**L$_3$ photoionisation of Sr$^{5+}$: local exponents and a hydrogenic estimate**

The table holds the 2p$_{3/2}$ photoionisation cross section and the dipole asymmetry parameter $\beta$ of Sr$^{5+}$ against photon energy, from a Dirac-Hartree-Slater independent-particle calculation with all multipoles and a Dirac-Fock threshold. The program computes local exponents with their rounding uncertainty and compares them with a parameter-free nonrelativistic hydrogenic 2p estimate (Stobbe and Cooper-Zare formulas), using the Slater-screened charge and, as a bracket, the bare charge. The exponent steepens from $-2.9$ to a plateau near $-3.6$; in the last interval the estimate accounts for 0.50 of the 0.89 gap to the limit $-4.5$. The ratio of table to screened estimate rises from 0.92 to 2.22, and the last row exceeds the bare-charge value as well. The estimate reproduces the fall of $\beta$ between 6470 and 9930 eV but lies 0.10 to 0.13 below the table.

Photoionisation of the L3 subshell of Sr5+, [Ar] 3d10 4s2 4p3, with Radial Dirac-Fock and Kohn-Sham solver 5: Dirac-Hartree-Slater potential of the initial state with a Latter tail, Dirac-Fock Delta-SCF threshold, nuclear rms radius 4.224 fm. Cross sections include all multipoles (length form near threshold, velocity form far above); beta is from the dipole term alone.

## Script

```python
# Table: L3 (2p3/2) photoionisation cross section (kb) and dipole beta of Sr5+ against photon energy;
# radial Dirac-Fock/Kohn-Sham solver, Dirac-Hartree-Slater potential with Latter tail, all multipoles.
# Tested: local exponents, and one parameter-free estimate (nonrelativistic dipole hydrogenic 2p,
# Stobbe and Cooper-Zare formulas) with Slater-screened charge, bracketed by the bare charge.
T = {
    'photon_energies': [2560, 6470, 9530, 9930, 15100, 22600, 32500, 53500, 76200, 150000],  # eV
    'cross_section': [152.2, 10.49, 3.105, 2.721, 0.6847, 0.1734, 0.04864, 0.008167, 0.002264, 0.0001964],  # kb
    'beta': [1.399, 1.336, 1.173, 1.153, None, None, None, None, None, None],
}
import numpy as np
from scipy.constants import physical_constants as pc, alpha, pi
Ry = pc['Rydberg constant times hc in eV'][0]
a0 = pc['Bohr radius'][0]
mc2 = pc['electron mass energy equivalent in MeV'][0]*1e6
E = np.array(T['photon_energies'], float)
S = np.array(T['cross_section'], float)
I0 = 2020.8              # eV, threshold from the same run
Z = 38
Zs = Z - 2*0.85 - 7*0.35  # Slater inner screening of a 2p electron
def hyd(e, z):           # kb, four 2p electrons
    x = z*z*Ry/4/e
    k2 = e/Ry - z*z/4
    if k2 > 0:
        eta = z/np.sqrt(k2)
        f = np.exp(-4*eta*np.arctan(2/eta))/(1 - np.exp(-2*pi*eta))
    else:                # analytic continuation below the internal threshold
        nu = z/np.sqrt(-k2)
        f = np.exp(-4*nu*np.arctanh(2/nu))
    return 4*2**14*pi**2*alpha*a0**2/(9*z*z)*x**5*(3 + 8*x)*f/1e-25
H = np.array([hyd(e, Zs) for e in E])
B = np.array([hyd(e, Z) for e in E])
print(f"threshold {I0} eV; first row {E[0]-I0:.0f} eV above it; screened Z {Zs:.2f}; (Z alpha)^2 {(Z*alpha)**2:.3f}")
print(f"internal hydrogenic threshold: screened {Zs*Zs*Ry/4:.0f} eV, bare {Z*Z*Ry/4:.0f} eV (first row lies below: continued)")
print(f"energy grows x{E[-1]/E[0]:.1f}; cross section falls x{S[0]/S[-1]:.3g}; mean exponent {np.log(S[-1]/S[0])/np.log(E[-1]/E[0]):.2f}")
print("E/eV  E/threshold  table/kb  estimate/kb  table/screened  table/bare  v/c  p(photon)/p(electron)")
for e, s, h, b in zip(E, S, H, B):
    K = e - I0
    p = np.sqrt(K*K + 2*K*mc2)
    print(f"{e:7.0f} {e/I0:6.2f} {s:10.4g} {h:10.4g} {s/h:6.2f} {s/b:6.2f} {p/(K+mc2):6.3f} {e/p:6.3f}")
L = np.diff(np.log(E))
n, nh, nb = (np.diff(np.log(y))/L for y in (S, H, B))
rs = 0.5*10**(np.floor(np.log10(S)) - 3)/S
re = 0.5*10**(np.floor(np.log10(E)) - 2)/E
us = (rs[1:] + rs[:-1])/L
ue = us + abs(n)*(re[1:] + re[:-1])/L
print("interval/eV  exponent: table, rounding (sigma only; with 3-figure energies), screened, bare, table-screened")
for i in range(len(L)):
    print(f"{E[i]:6.0f}-{E[i+1]:6.0f} {n[i]:7.3f} +-{us[i]:.3f}; +-{ue[i]:.3f} {nh[i]:7.3f} {nb[i]:7.3f} {n[i]-nh[i]:+.3f}")
print(f"change of exponent between last two intervals {n[-1]-n[-2]:+.3f}; combined rounding up to {ue[-1]+ue[-2]:.3f}")
print(f"last interval, distance from -4.5: table {n[-1]+4.5:.2f}, screened {nh[-1]+4.5:.2f}, bare {nb[-1]+4.5:.2f}")
print(f"E^-4.5 from the first row would give {S[0]*(E[-1]/E[0])**-4.5:.3g} kb at the last; table is x{S[-1]/S[0]*(E[-1]/E[0])**4.5:.0f} larger")
print("beta (rounding 0.0005): E/eV, table, least |Rs/Rd|, least s share %, estimate: eta, Rs/Rd, s share %, cos, beta, table-estimate")
bt, bm = [], []
for e, b in zip(E, T['beta']):
    if b is None:
        continue
    bt.append(b)
    r = (2 - np.sqrt(4 - 2*b*(b - 1)))/b
    head = f"{e:6.0f} {b:.3f} {r:.3f} {100*r*r/(2+r*r):.2f}"
    k2 = e/Ry - Zs*Zs/4
    if k2 <= 0:
        print(head, "| estimate has no phase below its internal threshold")
        continue
    eta = Zs/np.sqrt(k2)
    rho = 0.5/np.sqrt(1 + 3*Zs*Zs*Ry/4/e)
    c = np.cos(np.arctan(eta) + np.arctan(eta/2))
    bm.append((2 - 4*rho*c)/(2 + rho*rho))
    print(head, f"| {eta:.2f} {rho:.3f} {100*rho*rho/(2+rho*rho):.1f} {c:+.3f} {bm[-1]:.3f} {b-bm[-1]:+.3f}")
print(f"beta fall, all four rows {bt[0]-bt[-1]:.3f}; last three rows: table {bt[1]-bt[-1]:.3f}, estimate {bm[0]-bm[-1]:.3f}")
assert np.all(n < -2.5) and np.all(n > -4.5)
assert np.all(np.diff(n[:-1]) < 0)
assert np.all(np.diff(bt) < 0) and min(bt) > 1
assert n[-1] > nh[-1] + ue[-1] and n[-1] > nb[-1] + ue[-1]
```

Output:

```
threshold 2020.8 eV; first row 539 eV above it; screened Z 33.85; (Z alpha)^2 0.077
internal hydrogenic threshold: screened 3897 eV, bare 4912 eV (first row lies below: continued)
energy grows x58.6; cross section falls x7.75e+05; mean exponent -3.33
E/eV  E/threshold  table/kb  estimate/kb  table/screened  table/bare  v/c  p(photon)/p(electron)
   2560   1.27      152.2      166.2   0.92   0.59  0.046  0.109
   6470   3.20      10.49      9.607   1.09   0.66  0.131  0.096
   9530   4.72      3.105      2.686   1.16   0.68  0.170  0.108
   9930   4.91      2.721       2.34   1.16   0.68  0.174  0.110
  15100   7.47     0.6847     0.5555   1.23   0.70  0.222  0.130
  22600  11.18     0.1734     0.1324   1.31   0.72  0.276  0.154
  32500  16.08    0.04864    0.03492   1.39   0.75  0.331  0.181
  53500  26.47   0.008167   0.005291   1.54   0.80  0.418  0.228
  76200  37.71   0.002264   0.001335   1.70   0.87  0.487  0.267
 150000  74.23  0.0001964  8.864e-05   2.22   1.09  0.631  0.360
interval/eV  exponent: table, rounding (sigma only; with 3-figure energies), screened, bare, table-screened
  2560-  6470  -2.885 +-0.001; +-0.009  -3.075  -2.997 +0.190
  6470-  9530  -3.144 +-0.002; +-0.012  -3.290  -3.216 +0.147
  9530-  9930  -3.211 +-0.008; +-0.089  -3.359  -3.285 +0.148
  9930- 15100  -3.292 +-0.001; +-0.031  -3.431  -3.358 +0.139
 15100- 22600  -3.406 +-0.001; +-0.048  -3.556  -3.486 +0.151
 22600- 32500  -3.499 +-0.001; +-0.037  -3.668  -3.602 +0.169
 32500- 53500  -3.580 +-0.000; +-0.018  -3.786  -3.724 +0.206
 53500- 76200  -3.627 +-0.001; +-0.017  -3.892  -3.836 +0.265
 76200-150000  -3.610 +-0.001; +-0.022  -4.005  -3.956 +0.395
change of exponent between last two intervals +0.018; combined rounding up to 0.039
last interval, distance from -4.5: table 0.89, screened 0.50, bare 0.54
E^-4.5 from the first row would give 1.69e-06 kb at the last; table is x116 larger
beta (rounding 0.0005): E/eV, table, least |Rs/Rd|, least s share %, estimate: eta, Rs/Rd, s share %, cos, beta, table-estimate
  2560 1.399 0.216 2.28 | estimate has no phase below its internal threshold
  6470 1.336 0.179 1.57 | 2.46 0.298 4.3 -0.482 1.233 +0.103
  9530 1.173 0.089 0.39 | 1.66 0.335 5.3 -0.152 1.043 +0.130
  9930 1.153 0.078 0.31 | 1.61 0.339 5.4 -0.120 1.023 +0.130
beta fall, all four rows 0.246; last three rows: table 0.183, estimate 0.210
```
